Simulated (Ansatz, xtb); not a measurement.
## Two isomers of C2H3BF−

Structure X is `C=C=[BH-]F`, a singlet and structure Y is `F[BH-]1C=C1`, a singlet. Both are isolated ions in the gas phase, relaxed with r2SCAN-D4/def2-SVPD.

X (Å):

```xyz
7

C    -0.8353    0.7079   -1.3093
C     0.3492    1.2768   -1.4879
B    -2.1128    0.0688   -1.1632
F    -2.9399    0.2237   -0.0198
H    -2.6012   -0.6675   -2.0148
H     0.4898    2.2713   -1.9643
H     1.3093    0.8131   -1.1733
```

Y (Å):

```yaml
atoms:
  - { symbol: C, position_ang: [-0.1273, 0.2704, -1.0834] }
  - { symbol: C, position_ang: [-0.5531, 1.1179, -2.0226] }
  - { symbol: B, position_ang: [-1.6829, 0.5683, -1.0578] }
  - { symbol: F, position_ang: [-2.2228, 1.4477, -0.0200] }
  - { symbol: H, position_ang: [-2.5582, -0.2426, -1.3925] }
  - { symbol: H, position_ang: [0.8530, -0.1195, -0.7614] }
  - { symbol: H, position_ang: [-0.0748, 1.7270, -2.8081] }
```

Quicker runs give these differences E(Y) − E(X): GFN2-xTB +0.313 eV; HF/STO-3G +0.099 eV (at GFN2-xTB geometries); r2SCAN-D4/def2-SVPD//GFN2-xTB +0.215 eV.

Q: Estimate E(Y) − E(X) at the level CCSD(T)/def2-SVPD + ΔMP2/def2-TZVPPD.

A: Calculated at CCSD(T)/def2-SVPD + ΔMP2/def2-TZVPPD: E(Y) − E(X) = +0.329 eV, so structure X lies lower.

How the difference moves with the method:

```tsv
level	geometry	E(Y) − E(X) (eV)	departure from the last row (eV)	job, with rough time for the two
GFN2-xTB	GFN2-xTB	+0.313	−0.016	optimisation, 1 s
HF/STO-3G	GFN2-xTB	+0.099	−0.230	single point, 1 s
r2SCAN-D4/def2-SVPD//GFN2-xTB	GFN2-xTB	+0.215	−0.114	single point, 9.3 s
r2SCAN-D4/def2-SVPD	r2SCAN-D4/def2-SVPD	+0.226	−0.103	optimisation, 80 s
HF/def2-SVPD	r2SCAN-D4/def2-SVPD	+0.388	+0.059	part of the CCSD(T) run
MP2/def2-SVPD	r2SCAN-D4/def2-SVPD	+0.140	−0.189	part of the CCSD(T) run
CCSD(T)/def2-SVPD	r2SCAN-D4/def2-SVPD	+0.267	−0.061	single point
CCSD(T)/def2-SVPD + ΔMP2/def2-TZVPPD	r2SCAN-D4/def2-SVPD	+0.329		single point, 54 s
```

As drawn, Y has 2 C–B in place of 1 C=B. Structure X has no ring, Y a 3-membered ring.

None of the levels shown reverses the order. The largest departure from CCSD(T)/def2-SVPD + ΔMP2/def2-TZVPPD is that of HF/STO-3G, 0.230 eV. The last row adds to CCSD(T) the change of the MP2 difference between the two basis sets, here +0.061 eV.

With harmonic frequencies from r2SCAN-D4/def2-SVPD (ideal gas, rigid rotor, one conformer each, 298.15 K, 1 atm): the zero-point term adds −0.008 eV; ΔH is +0.308 and ΔG +0.339 eV.

The correlated steps freeze 4 core orbitals. Run with Ansatz 0.2.0, xtb 6.7.1; the last row on 2 threads of AMD EPYC (Zen 3) on a shared host.

The open isomer X is moderately favoured over the ring Y, and thermal terms leave that preference intact, with entropy slightly favouring the less constrained chain. X is a boron analogue of allene: its two π bonds lie in perpendicular planes, and the C=B bond spreads the carbanion's charge onto boron. Closing the ring exchanges that π bond for a second C–B σ bond, at the cost of cyclopropene-like strain. The four-coordinate boron in Y also has no vacant p orbital to accept the C=C π electrons, so the aromatic stabilisation of a neutral borirene is lost.

The preference is smaller than the well-known one for allene over cyclopropene, probably because the C=B π bond is weaker and fluorine's lone pairs repel the electron-rich π system in X. Correlation favours the ring, and MP2 exaggerates this shift, perhaps by overestimating pair correlation in the compact σ framework. The energy difference says nothing about how readily Y would open to X.
